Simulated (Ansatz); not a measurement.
## TaRu: pressure against volume scale

Periodic Kohn-Sham DFT of a crystal at fixed atoms, scaled to volume_scale times the given cell; pressure positive in compression, energy less spherical unpolarised free atoms, largest_vzz the field gradient of largest size among the nuclei. The results are calculated, by Ansatz 0.2.0.

The cell before it is scaled or strained (space group Pm-3m, No. 221):
```
cell vectors (Å)
   3.1870     0.0000     0.0000
   0.0000     3.1870     0.0000
   0.0000     0.0000     3.1870
atoms (fractions of the cell vectors)
Ta  0.50000  0.50000  0.50000
Ru  0.00000  0.00000  0.00000
```

Settings of every row: method frozen-core PAW; functional LDA; relativity scalar; k mesh 13x13x13; filling fermi-dirac; smearing width 0.03 eV; wave cutoff 420 eV; paw set soft_2.

Atom start moment: 0 on all atoms.

Limits: PAW files made with PBE; no spin-orbit coupling on heavy atoms.

| row | volume scale | V (Å³/atom) | pressure (GPa) |
| --- | --- | --- | --- |
| 1 | 0.94 | 15.214 | ? |
| 2 | 0.96 | 15.538 | -6.78 |
| 3 | 0.98 | 15.861 | -11.833 |
| 4 | 0.99 | 16.023 | -14.149 |
| 5 | 1 | 16.185 | -16.335 |
| 6 | 1.01 | 16.347 | -18.399 |
| 7 | 1.02 | 16.509 | -20.345 |
| 8 | 1.04 | 16.833 | -23.914 |
| 9 | 1.06 | 17.156 | -27.088 |

Question: what pressure should row 1 give?

Worked fit of pressure. Take u = (V_r/V)^(2/3) − 1 with V_r = 16.266 Å³ an atom, which is twice the finite (Eulerian) strain; such expansions in the strain, on which the Birch-Murnaghan equation of state is built, carry the rest volume and the bulk modulus. The shown rows have u = 0.031, 0.01695, 0.01009, 0.00333, -0.00331, -0.00984, -0.02258, -0.03489. Least squares give pressure = −17.3819 + 310.551 × u + 973.19 × u² + 1317 × u³ GPa; a parabola predicts inner rows, each left out in turn, worse (root mean square 0.012 against 0.0015 GPa). The rows lie off it by 0.000, -0.001, -0.001, 0.002, 0.000, 0.000, -0.001, 0.000. The withheld row has u = 0.04558, so the fit gives −17.3819 + 310.551 × (0.04558) + 973.19 × (0.04558)² + 1317 × (0.04558)³ = -1.080 GPa.

The calculation gave -1.108 GPa. The fit lies 0.028 GPa (2.5 % of the value, 0.11 % of the column's range) above it; its largest miss of a shown row is 0.002 GPa. This row lies beyond the range of the fit.
